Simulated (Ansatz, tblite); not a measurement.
Ligand exchange: SiH2(CH3)Cl + CH7NSi → SiH2(SiH3)Cl + C2H7N

Species: SiH2(CH3)Cl ((chlorosilyl)methane), singlet; CH7NSi `CN[SiH3]`, singlet; SiH2(SiH3)Cl, singlet; C2H7N (dimethylamine) `CNC`, singlet. The partners trade CH3 for SiH3: Si–CH3 and N–SiH3 bonds give way to Si–SiH3 and N–CH3.

Shapes, held fixed at every level: PBE0-D4/def2-TZVP. Programs: Ansatz 0.2.0, tblite 0.8.0. The zero-point and thermal change to 298 K, harmonic and unscaled (PBE0-D4/def2-TZVP), is +3.4 kJ/mol.

```json
{"level": "GFN2-xTB", "kind": "semi-empirical", "ΔH(298 K) (kJ/mol)": "+104.8", "less CCSD(T)/CBS estimate": "-20.4"}
{"level": "HF/def2-SVP", "kind": "Hartree–Fock", "ΔH(298 K) (kJ/mol)": "+118.9", "less CCSD(T)/CBS estimate": "-6.3"}
{"level": "SPW92/def2-TZVPP", "kind": "LDA", "ΔH(298 K) (kJ/mol)": "+107.0", "less CCSD(T)/CBS estimate": "-18.2"}
{"level": "B3LYP-D4/def2-TZVPP", "kind": "global hybrid", "ΔH(298 K) (kJ/mol)": "+120.8", "less CCSD(T)/CBS estimate": "-4.4"}
{"level": "PBE0-D4/def2-TZVPP", "kind": "global hybrid", "ΔH(298 K) (kJ/mol)": "+111.2", "less CCSD(T)/CBS estimate": "-14.0"}
{"level": "r2SCAN0-D4/def2-TZVPP", "kind": "global hybrid", "ΔH(298 K) (kJ/mol)": "+123.4", "less CCSD(T)/CBS estimate": "-1.8"}
{"level": "CCSD(T)/def2-SVP", "kind": "coupled cluster or CI", "ΔH(298 K) (kJ/mol)": "+105.6", "less CCSD(T)/CBS estimate": "-19.6"}
{"level": "CCSD(T)/def2-TZVPP", "kind": "coupled cluster or CI", "ΔH(298 K) (kJ/mol)": "+122.9", "less CCSD(T)/CBS estimate": "-2.3"}
{"level": "CCSD(T)/CBS estimate", "kind": "coupled cluster or CI", "ΔH(298 K) (kJ/mol)": "+125.2", "less CCSD(T)/CBS estimate": "0.0"}
```

The highest level, CCSD(T)/CBS estimate, gives ΔH(298 K) = +125.2 kJ/mol; the levels span +104.8 to +125.2. The column of differences is taken from that level and isn't an error. No measured value is set beside it here. The CBS estimate extrapolates MP2 from def2-TZVPP and def2-QZVPP and adds CCSD(T) − MP2 in the triple-zeta set, cores frozen.

The exchange is strongly endothermic at every level, so its direction is not in doubt: silyl prefers nitrogen and methyl prefers silicon. The main reason is bond polarity. The reactants hold Si–N and Si–C bonds, both strengthened by the electronegativity difference between the partners, whereas the products pair silicon with silicon in a weak, nearly nonpolar bond. The new C–N bond is less polar than the Si–N bond it replaces and cannot make up the loss. Delocalisation of the nitrogen lone pair into σ* orbitals of the silyl group probably stabilises the silylamine further.

The magnitude is more sensitive than the sign. CCSD(T) rises from +105.6 to +122.9 kJ/mol between the double- and triple-zeta sets, so the closeness of HF/def2-SVP to the highest level suggests cancellation between missing correlation and a small basis. PBE0 and r2SCAN0 contain the same share of exact exchange yet differ clearly, so that share alone cannot explain the spread among the hybrids. The reaction enthalpy sets an approximate lower limit on the forward barrier but does not give its height.
